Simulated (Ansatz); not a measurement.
Ligand exchange: GaH2Br + KF → GaH2F + KBr

Gas-phase species: GaH2Br `[GaH2][Br]`, singlet; KF, singlet; GaH2F `[F][GaH2]`, singlet; KBr, singlet. The partners trade Br for F: Ga–Br and K–F bonds give way to Ga–F and K–Br.

Shapes, held fixed at every level: PBE0-D4/def2-TZVP. Programs: Ansatz 0.2.0. The zero-point and thermal change to 298 K, harmonic and unscaled (PBE0-D4/def2-TZVP), is +1.2 kJ/mol.

| level | kind | ΔH(298 K) (kJ/mol) | less CCSD(T)/def2-TZVPP |
| --- | --- | --- | --- |
| HF/def2-SVP | Hartree–Fock | -101.6 | -32.9 |
| SPW92/def2-TZVPP | LDA | -47.9 | +20.8 |
| BHLYP-D4/def2-TZVPP | global hybrid | -66.8 | +1.9 |
| PBE0-D4/def2-TZVPP | global hybrid | -56.9 | +11.8 |
| MP2/def2-SVP | perturbation theory | -88.1 | -19.4 |
| CCSD/def2-SVP | coupled cluster or CI | -87.2 | -18.5 |
| CCSD(T)/def2-TZVPP | coupled cluster or CI | -68.7 | 0.0 |

The highest level, CCSD(T)/def2-TZVPP, gives ΔH(298 K) = -68.7 kJ/mol; the levels span -101.6 to -47.9. The column of differences is taken from that level and isn't an error. No measured value is set beside it here. Relativity is left out for Br, Ga. Outer-core shells of Br, Ga, K are correlated, in sets that cover them unevenly. Sets without diffuse functions underbind ionic bonds of s-block metals.

Fluoride transfer from potassium to gallium is exothermic at every level, and the thermal term of +1.2 kJ/mol is too small to matter, so the preference is electronic. Both metals bind fluoride more strongly than bromide, so the sign depends on which gains more from the smaller halide. Gallium(III) is the smaller, harder and more polarising centre, and its short, strongly polar bond to fluorine probably gains more than the long, largely ionic contact to potassium loses. This is the usual hard–soft pairing, with bromide left to the large alkali cation.

The direction is therefore secure, but the magnitude is less so. All three def2-SVP results are more exothermic than any def2-TZVPP result, and MP2 and CCSD nearly coincide in the smaller set, which suggests that basis size, more than the treatment of correlation, separates them from CCSD(T). The gas-phase value can't be carried over to a preparation with solid potassium halides, where lattice energies and halide-bridged association of the gallanes also enter.
